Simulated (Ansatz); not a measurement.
Cu: pressure and energy change per atom as volume scale varies

All results are calculated (Ansatz 0.2.0). Plane-wave DFT, scalar-relativistic PAW made under PBE with cores redone for the functional, no dispersion; the given relaxed cell is scaled uniformly, energy at zero smearing counts from the unscaled cell, pressure at the given Fermi-Dirac smearing is positive in compression.

The cell before it is scaled or strained (space group Fm-3m, No. 225):
```
Cu
1.0
      0.0000     1.8146     1.8146
      1.8146     0.0000     1.8146
      1.8146     1.8146     0.0000
Cu
1
Direct
  0.00000 0.00000 0.00000
```

Settings of every row: spin polarised no; functional PBE; wave cutoff 420 eV; smearing width 0.1 eV; k mesh 24x24x24.

Atom starting moment: 0 on all atoms.

| row | volume scale | V (Å³/atom) | pressure (GPa) | energy change per atom (meV) |
| --- | --- | --- | --- | --- |
| 1 | 0.88 | 10.516 | 24.99 | 98.75 |
| 2 | 0.92 | 10.994 | 14.63 | 40.33 |
| 3 | 0.96 | 11.472 | 6.49 | 9.37 |
| 4 | 1.04 | 12.428 | ? | ? |
| 5 | 1.08 | 12.906 | -8.88 | 28.54 |
| 6 | 1.12 | 13.384 | -11.95 | 59.9 |

Question: what pressure and energy change per atom should row 4 give?

Worked fit of pressure. Take u = (V_r/V)^(2/3) − 1 with V_r = 11.472 Å³ an atom, which is twice the finite (Eulerian) strain; such expansions in the strain, on which the Birch-Murnaghan equation of state is built, carry the rest volume and the bulk modulus. The shown rows have u = 0.05972, 0.02878, 0, -0.07552, -0.09766. Least squares give pressure = 6.498 + 263.03 × u + 767.2 × u² GPa; a straight line predicts inner rows, each left out in turn, worse (root mean square 2 against 0.13 GPa). The rows lie off it by 0.05, -0.07, -0.01, 0.11, -0.08 (root mean square 0.072 GPa). The pressure vanishes at u = -0.0268, or V = 11.95 Å³ an atom, and there the bulk modulus at fixed shape and fractions is B = −V dP/dV = (2/3)(1 + u) dP/du = 144 GPa. The withheld row has u = -0.05196, so the fit gives 6.498 + 263.03 × (-0.05196) + 767.2 × (-0.05196)² = -5.10 GPa.

The calculation gave -4.94 GPa. The fit lies 0.16 GPa (3.2 % of the value, 0.43 % of the column's range) below it; its largest miss of a shown row is 0.11 GPa.

Worked fit of energy change per atom. Take u = (V_r/V)^(2/3) − 1 with V_r = 11.472 Å³ an atom, which is twice the finite (Eulerian) strain; such expansions in the strain, on which the Birch-Murnaghan equation of state is built, carry the rest volume and the bulk modulus. The shown rows have u = 0.05972, 0.02878, 0, -0.07552, -0.09766. Least squares give energy change per atom = 9.459 + 725.16 × u + 12783.1 × u² meV; a straight line predicts inner rows, each left out in turn, worse (root mean square 34 against 1.1 meV). The rows lie off it by 0.39, -0.59, -0.09, 0.94, -0.66 (root mean square 0.6 meV). The withheld row has u = -0.05196, so the fit gives 9.459 + 725.16 × (-0.05196) + 12783.1 × (-0.05196)² = 6.29 meV.

The calculation gave 7.61 meV. The fit lies 1.32 meV (17 % of the value, 1.4 % of the column's range) below it; its largest miss of a shown row is 0.94 meV.
